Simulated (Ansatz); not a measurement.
LiMg: energy above lowest point and pressure against volume scale

Free energy against uniform scaling of the volume at fixed shape and fractions; periodic cell, basis, potentials, k mesh and filling as listed. The results are calculated, by Ansatz 0.2.0.

The cell before it is scaled or strained (space group Pmma, No. 51):
```
CELL_PARAMETERS angstrom
4.91260 0.00000 0.00000
0.00000 3.34020 0.00000
0.00000 0.00000 4.93400
ATOMIC_POSITIONS crystal
Li 0.75000 0.00000 0.25712
Li 0.25000 0.00000 0.74288
Mg 0.25000 0.50000 0.24387
Mg 0.75000 0.50000 0.75613
```

Settings of every row: functional LDA; dispersion none; potentials PAW; wave cutoff 470 eV; density cutoff 1880 eV; k mesh 5x7x5; k shift 0x0x0; occupations cold; smearing width 0.05 eV; spin none; SCF threshold exponent -9.

Limits: coarse k mesh, up to 40 meV an atom off; stress loosely converged; the cell comes from a prototype or a list of computed structures and needn't be the stable phase.

```csv
row,volume scale,V (Å³/atom),energy above lowest point (meV/atom),pressure (GPa)
1,0.9,18.217,2.3,1.15
2,0.925,18.723,0,0.31
3,0.95,19.229,?,?
4,0.975,19.735,2.5,-1.03
5,1,20.241,6.7,-1.61
6,1.025,20.747,12.6,-2.12
7,1.05,21.253,20,-2.57
8,1.075,21.759,28.7,-2.95
9,1.1,22.265,38.6,-3.27
```

Question: what energy above lowest point and pressure should row 3 give?

Worked fit of energy above lowest point. Take u = (V_r/V)^(2/3) − 1 with V_r = 20.494 Å³ an atom, which is twice the finite (Eulerian) strain; such expansions in the strain, on which the Birch-Murnaghan equation of state is built, carry the rest volume and the bulk modulus. The shown rows have u = 0.08168, 0.06211, 0.02548, 0.00832, -0.00815, -0.02395, -0.03914, -0.05376. Least squares give energy above lowest point = 9.46 − 359.1 × u + 3371 × u² − 599 × u³ meV/atom; a parabola predicts inner rows, each left out in turn, worse (root mean square 0.046 against 0.019 meV/atom). All shown rows lie on it to the printed digit. Its lowest point lies at u = 0.0540, or V = 18.94 Å³ an atom, and the curvature there gives the bulk modulus at fixed shape and fractions, B = (4/9)(1 + u)² E″(u)/V = 27.4 GPa. Letting shape and atoms relax would as a rule lower it, by much in layered, chain or molecular crystals. The withheld row has u = 0.04339, so the fit gives 9.46 − 359.1 × (0.04339) + 3371 × (0.04339)² − 599 × (0.04339)³ = 0.2 meV/atom.

The calculation gave 0.2 meV/atom. The fit meets it to the printed digit.

Worked fit of pressure. Take u = (V_r/V)^(2/3) − 1 with V_r = 20.494 Å³ an atom, which is twice the finite (Eulerian) strain; such expansions in the strain, on which the Birch-Murnaghan equation of state is built, carry the rest volume and the bulk modulus. The shown rows have u = 0.08168, 0.06211, 0.02548, 0.00832, -0.00815, -0.02395, -0.03914, -0.05376. Least squares give pressure = −1.874 + 30.44 × u + 79.8 × u² GPa; a straight line predicts inner rows, each left out in turn, worse (root mean square 0.12 against 0.015 GPa). The rows lie off it by 0.01, -0.01, 0.02, 0.01, 0.00, -0.01, -0.01, 0.01. The pressure vanishes at u = 0.0539, or V = 18.94 Å³ an atom, and there the bulk modulus at fixed shape and fractions is B = −V dP/dV = (2/3)(1 + u) dP/du = 27.4 GPa. Letting shape and atoms relax would as a rule lower it, by much in layered, chain or molecular crystals. The withheld row has u = 0.04339, so the fit gives −1.874 + 30.44 × (0.04339) + 79.8 × (0.04339)² = -0.40 GPa.

The calculation gave -0.41 GPa. The fit lies 0.01 GPa (2.4 % of the value, 0.23 % of the column's range) above it, one unit of the last digit.
